**Reading the capacitance of a leaking AlGaN/GaN Schottky gate**

Under forward bias the gate conducts, and the meter no longer reads the barrier capacitance. I model the diode as a resistance $R_s$ (contact, access region, electron gas) in series with a capacitance $C$ in parallel with a conductance $G$, all independent of frequency. With time dependence $e^{j\omega t}$, the meter reports $Y=G_m+j\omega C_m$ and the dissipation $D=G_m/\omega C_m$.

Here are readings, made for the exercise, for a circular gate of 100 µm diameter at one bias at 300 K, leads corrected out. Each carries an independent 0.1 % uncertainty.

| $f$ (MHz) | $C_m$ (pF) | $D$ |
|---|---|---|
| $f_1=10$ | 29.49 | 0.6803 |
| $f_2=2$ | 29.58 | 3.135 |

**The inversion.** The model gives
$$Z=R_s+\frac{G-j\omega C}{G^2+\omega^2C^2},$$
and the meter gives $Z=1/Y=(D-j)/\omega B$ with $B=C_m(1+D^2)$. The imaginary part is free of $R_s$:
$$\omega^2B=\frac{G^2}{C}+\omega^2C .$$
This is a straight line in $\omega^2$, and two points fix the slope, the extraction of Yang and Hu (1999):
$$C=\frac{f_1^2B_1-f_2^2B_2}{f_1^2-f_2^2}.$$
I carry unrounded intermediates. $B_1=43.14$ pF and $B_2=320.3$ pF, so $C=(4313.8-1281.2)/96=31.59$ pF. The intercept is $G^2/4\pi^2C=f_2^2(B_2-C)=1154.8$ pF MHz², so $G=1.200$ mS. The real part gives
$$R_s=\frac{D}{\omega B}-\frac{G}{G^2+\omega^2C^2},$$
which is $251.0-223.1=27.9$ Ω at 10 MHz and $778.9-751.1=27.8$ Ω at 2 MHz.

*Question: The two $C_m$ nearly coincide. Why not quote them?*

Because both are low by almost the same factor. Inverting $Z$ gives $C_m=C/[(1+GR_s)^2+(\omega CR_s)^2]$, and here $GR_s=0.0335$ dominates. The 10 MHz reading is 6.6 % below $C$, while $B_1$, the series-mode reading, is 37 % above.

*Question: Is the solution unique?*

Within the model, yes. Slope and intercept are unique for $f_1\ne f_2$, a passive device needs both non-negative, and $G\ge0$ picks the root. Four readings fix three parameters, so the match of the two $R_s$ is the one test left.

**Errors.** Since $\delta\ln B=\delta\ln C_m+\frac{2D^2}{1+D^2}\,\delta\ln D$, with weights 0.63 and 1.82 at our two points,
$$\delta\ln C=1.42\,\delta\ln C_1+0.90\,\delta\ln D_1-0.42\,\delta\ln C_2-0.77\,\delta\ln D_2 .$$
In quadrature this is 0.19 %. The same first-order propagation gives 0.11 % for $G$ and 1.9 % for the 10 MHz $R_s$, a small difference of large terms:
$$C=31.59\pm0.06\ \text{pF},\quad G=1.200\pm0.001\ \text{mS},\quad R_s=27.9\pm0.5\ \Omega .$$
The 2 MHz $R_s$ is good only to 1.0 Ω. The two differ by 0.1 Ω against an uncertainty of 0.6 Ω on the difference, so the test is passed, as made data must. The leading weight is $f_1^2B_1/[(f_1^2-f_2^2)C]$. For the pair 2 and 1 MHz it would be 13.5 in place of 1.42, because leakage swamps both points.

*Question: Then go up in frequency until $D$ is small?*

There is a floor. From $D=-\mathrm{Re}Z/\mathrm{Im}Z$,
$$D=\omega CR_s+\frac{G(1+GR_s)}{\omega C}\ \ge\ 2\sqrt{GR_s(1+GR_s)},$$
since the product of the two terms is independent of $\omega$ and their sum is least when they are equal, at $\omega C=\sqrt{G(1+GR_s)/R_s}$. Here the floor is 0.37, near 34 MHz. It does not contain $C$, so only lower leakage or lower resistance reduces it. Read backwards, a single $D$ bounds the product: $GR_s\le(\sqrt{1+D^2}-1)/2$, which is 0.105 from the 10 MHz point alone.

*Question: The electron gas under the gate is a distributed resistor. Is a lumped $R_s$ fair?*

For a disc fed from its rim, with sheet resistance $\rho$ and $Y_0=G+j\omega C$, the radial line equation gives $Z=xI_0(x)/[2I_1(x)Y_0]$ with $x^2=\rho Y_0/\pi$ and $I_n$ modified Bessel functions. Expanding, $Z\approx1/Y_0+R-R^2Y_0/3$ with $R=\rho/8\pi$. The last term raises $|\mathrm{Im}Z|$ by the fraction $R^2|Y_0|^2/3$. In the worst case, $R=R_s$, that is 0.14 % at 10 MHz, and the extracted $C$ comes out about 0.2 % low. This rivals the reading errors, so quote 31.6 pF.

*Question: Where are the traps?*

Possibly hidden in the parameters. Idealise a level as a branch in parallel with $C$, with capacitance $C_{it}$ and time constant $\tau$:
$$Y_{it}=\frac{j\omega C_{it}}{1+j\omega\tau}=\frac{\omega^2\tau C_{it}+j\omega C_{it}}{1+\omega^2\tau^2}.$$
If $\omega\tau\ll1$ at both frequencies, the branch is a plain capacitor added to $C$. An illustrative density $D_{it}=10^{11}$ cm⁻² eV⁻¹ has $C_{it}=q^2D_{it}$ per area, 1.3 pF on this gate of $7.854\times10^{-5}$ cm², or 4.0 % of $C$, far above the reading errors and invisible to the test. If $\omega\tau\gg1$, the branch is to leading order a constant conductance $C_{it}/\tau$ added to $G$. It passes no direct current, so the static curve exposes it: without such traps the slope $dI/dV$ is $G/(1+GR_s)=1.16$ mS, and a smaller slope would flag them. Traps with $\omega\tau\sim1$ bend the line of $\omega^2B$ against $\omega^2$, which a third frequency checks directly.

*Question: What barrier does this imply?*

Neglecting fringing, $C/A=0.402$ µF/cm². With the static permittivity of GaN along $c$, 10.4 (compiled value, Ioffe Institute), the GaN-equivalent electrical thickness $\varepsilon_0\varepsilon_rA/C$ is 22.9 nm. It lumps the alloy barrier, whose permittivity differs, with the offset of the electron gas from the interface. This is the model's number: the readings were chosen to reproduce a typical barrier of roughly 20 to 25 nm.